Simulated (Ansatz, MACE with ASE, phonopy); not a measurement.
# Highest zone-centre mode of rocksalt CaO against volume: Grüneisen parameters from LDA and MACE-MP-0b2 small

CaO is an ionic crystal of closed-shell Ca²⁺ and O²⁻, each with six neighbours of the other kind, and the members here are this one crystal squeezed or stretched. In its optical mode at the zone centre the two sublattices move against each other, so the frequency reports directly on the stiffness of the Ca–O contact. I follow that frequency, without the macroscopic field, as the volume changes, and compare its Grüneisen parameter γ between LDA and a machine-learned potential. The parameter matters because it links lattice vibrations to thermal expansion. Each level is scaled about its own static volume V0, and no measured frequency is compared here.

## Computational details

One crystal, CaO (rocksalt), taken from a measured cell of the Crystallography Open Database (known phase), directly or through a relaxation at another level, and relaxed at each level to its static volume V0; then scaled volumes, with shape and atoms relaxed at fixed volume where symmetry leaves them free. Ansatz 0.2.0 rows: plane waves, scalar-relativistic, no spin-orbit coupling, no spin, the program's default PAW potentials at 420 eV, k meshes with a least product of divisions and cell-vector length from 26 to 28 Å, phonons by linear response on a 4×4×4 q mesh. Machine-learned potentials: finite atomic displacements of 0.02 Å in 4×4×4 supercells with phonopy 4.10. The same in all rows: lowest frequency along the high-symmetry path, interpolated; zero means stable, negative imaginary: 0.0 cm⁻¹.

Notes on method and selection:

- Minus the slope of ln ω against ln V is the mode Grüneisen parameter.
- Harmonic values at the static lattice; measured values carry thermal expansion and anharmonic shifts at their temperature.
- MACE-MP-0b2 small is a published machine-learned interatomic potential trained on PBE and PBE+U data; it has no electrons, no dipole term and hence no LO-TO splitting.
- Runs that did not converge, have known faults or may not be shown are not listed, and runs on Ansatz's PAW sets soft_1 and soft_2 are kept to separate tables.

Columns:

- volume (Å³): volume per atom.
- pressure (GPa): static pressure at that volume, compression positive.
- highest Γ mode (cm⁻¹): highest optical mode at the zone centre, without the macroscopic field (no LO-TO term).

## Table of results

```
member        level of theory    volume (Å³)  pressure (GPa)  highest Γ mode (cm⁻¹)
V/V0 = 0.97   LDA, PAW           12.652       4.19            312.7
V/V0 = 0.985  LDA, PAW           12.848       2.00            301.5
V/V0 = 1      LDA, PAW           13.043       −0.01           290.4
V/V0 = 1.015  LDA, PAW           13.239       −1.86           279.4
V/V0 = 1.03   LDA, PAW           13.435       −3.58           268.6
V/V0 = 1.05   LDA, PAW           13.696       −5.65           254.3
V/V0 = 0.97   MACE-MP-0b2 small  13.757       3.05            249.4
V/V0 = 0.985  MACE-MP-0b2 small  13.970       1.48            239.7
V/V0 = 1      MACE-MP-0b2 small  14.182       0.00            230.3
V/V0 = 1.015  MACE-MP-0b2 small  14.395       −1.38           221.3
V/V0 = 1.03   MACE-MP-0b2 small  14.608       −2.68           212.5
V/V0 = 1.05   MACE-MP-0b2 small  14.892       −4.29           200.7
```

Least-squares fits to the whole series, with x = volume (Å³); R² and errors in the fitted variable (y, or ln y where the fit is in ln y):

```
y                      level of theory    members  fit                            R²    rms residual  leave-one-out rms  the same for the mean of the others
highest Γ mode (cm⁻¹)  LDA, PAW           6        ln y = 12.3584 − 2.60462 ln x  1.00  0.0023        0.0044             0.083
highest Γ mode (cm⁻¹)  MACE-MP-0b2 small  6        ln y = 12.6798 − 2.73068 ln x  1.00  0.0019        0.0036             0.087
```

## Reading the trend

The mode softens at every step of expansion: from 312.7 to 254.3 cm⁻¹ in LDA and from 249.4 to 200.7 cm⁻¹ with MACE. The fitted γ is 2.60 and 2.73, a difference of about 5%.

The frequencies themselves look far apart, 290.4 against 230.3 cm⁻¹ at V0, but the MACE cell is larger by a factor 14.182 / 13.043 = 1.087. LDA usually makes cells too small and PBE, which supplied the training data, usually makes them too large. Where the two series nearly meet, LDA gives 254.3 cm⁻¹ at 13.696 Å³ and MACE 249.4 cm⁻¹ at 13.757 Å³. Most of the gap at V0 is therefore a gap in volume.

The simplest model needs two parameters, a reference frequency and an exponent.

1. I treat the mode as harmonic, with two rigid sublattices joined by one effective spring k. Then ω² = k/μ, and the reduced mass μ does not depend on volume.
2. I assume that the spring weakens as a power of the Ca–O distance r, so that k ∝ r⁻ⁿ.
3. In rocksalt the volume per atom is V = r³, hence k ∝ V^(−n/3).
4. Taking the square root gives ω = ω₁ (V₁/V)^γ, with γ = n/6, where ω₁ is the frequency at a reference volume V₁.

The fitted slopes correspond to n = 6 × 2.60 = 15.6 for LDA and 6 × 2.73 = 16.4 for MACE. Coulomb force constants between fixed charges scale as r⁻³, an exponent that would correspond to a γ of only 3/6 = 0.5, and in this transverse mode they soften the spring instead of supplying it. The restoring force comes from the overlap repulsion between the closed shells, which dies away much faster with distance. What remains after the softening is subtracted falls more steeply still.

## The model against the table

I fix the model on two LDA members, V/V0 = 0.985 and V/V0 = 1.015, which lie on either side of the static volume.

γ = ln(301.5 / 279.4) / ln(13.239 / 12.848) = 0.07613 / 0.02998 = 2.54

With V/V0 = 0.985 as the reference, the other four LDA members follow.

- **V/V0 = 0.97:** 301.5 × (12.848 / 12.652)^2.54 = 313.5 cm⁻¹. The table has 312.7, so the model is 0.8 too high.
- **V/V0 = 1:** 301.5 × (12.848 / 13.043)^2.54 = 290.2 cm⁻¹. The table has 290.4, so the model is 0.2 too low.
- **V/V0 = 1.03:** 301.5 × (12.848 / 13.435)^2.54 = 269.2 cm⁻¹. The table has 268.6, so the model is 0.6 too high.
- **V/V0 = 1.05:** 301.5 × (12.848 / 13.696)^2.54 = 256.3 cm⁻¹. The table has 254.3, so the model is 2.0 too high.

The member between the two anchors is met almost exactly. Outside them the model overshoots on both sides, and most at the largest expansion, which is also the farthest from the anchors.

The same construction about the static volume of MACE gives ln(239.7 / 221.3) / ln(14.395 / 13.970) = 2.67. At their own static volumes the two levels thus differ by 0.13 in γ.

## Members off the line

Largest departures from the fit to the whole series:

```
member       level of theory    highest Γ mode (cm⁻¹)  fit    computed − fit  computed / fit  in rms residuals (of ln y)
V/V0 = 1.05  MACE-MP-0b2 small  200.7                  201.3  −0.6            1.00            1.5
V/V0 = 1.05  LDA, PAW           254.3                  255.1  −0.8            1.00            1.4
V/V0 = 0.97  LDA, PAW           312.7                  313.7  −1.0            1.00            1.3
V/V0 = 0.97  MACE-MP-0b2 small  249.4                  249.9  −0.5            1.00            1.1
```

The power law fails in the same way at both levels: the computed frequencies bend below it at both ends of the range. Against the fits to the whole series the end members lie 0.5 to 1.0 cm⁻¹ low. This is small, but it reflects a γ that grows with volume. Between the two smallest LDA volumes γ is ln(312.7 / 301.5) / ln(12.848 / 12.652) = 2.37, and between the two largest it is ln(268.6 / 254.3) / ln(13.696 / 13.435) = 2.84. For MACE the same intervals give ln(249.4 / 239.7) / ln(13.970 / 13.757) = 2.58 and ln(212.5 / 200.7) / ln(14.892 / 14.608) = 2.97.

The assumption that fails is the single power of r. In an ionic crystal the transverse spring is a difference, repulsion minus a softening term from the local electric field. On expansion the repulsion falls faster than the field term, so the remainder shrinks by a growing fraction and γ rises. That is the sign seen here, though the columns do not list the two terms. MACE has no explicit field term and can only imitate its effect through the forces it was trained on.

## Conclusions

From 0.97 to 1.05 V0 a constant γ fitted to all six members reproduces each series to about 1 cm⁻¹. The two levels agree on γ to about 5% when each is taken about its own V0. That agreement does not carry over to equal volume: near 13.7 Å³, where the series meet, the neighbouring intervals give 2.84 for LDA and 2.58 for MACE, so the order is reversed. A quoted γ should therefore name its volume.

All of this holds for the mode without the macroscopic field. That field would raise the longitudinal mode above the tabled frequency, while the transverse pair would stay where it is.

[Logs are printed without paths, hosts, clocks, repeated set-up lines and the standing remarks that a program may print on its own settings, such as how far it seeks lower states.]
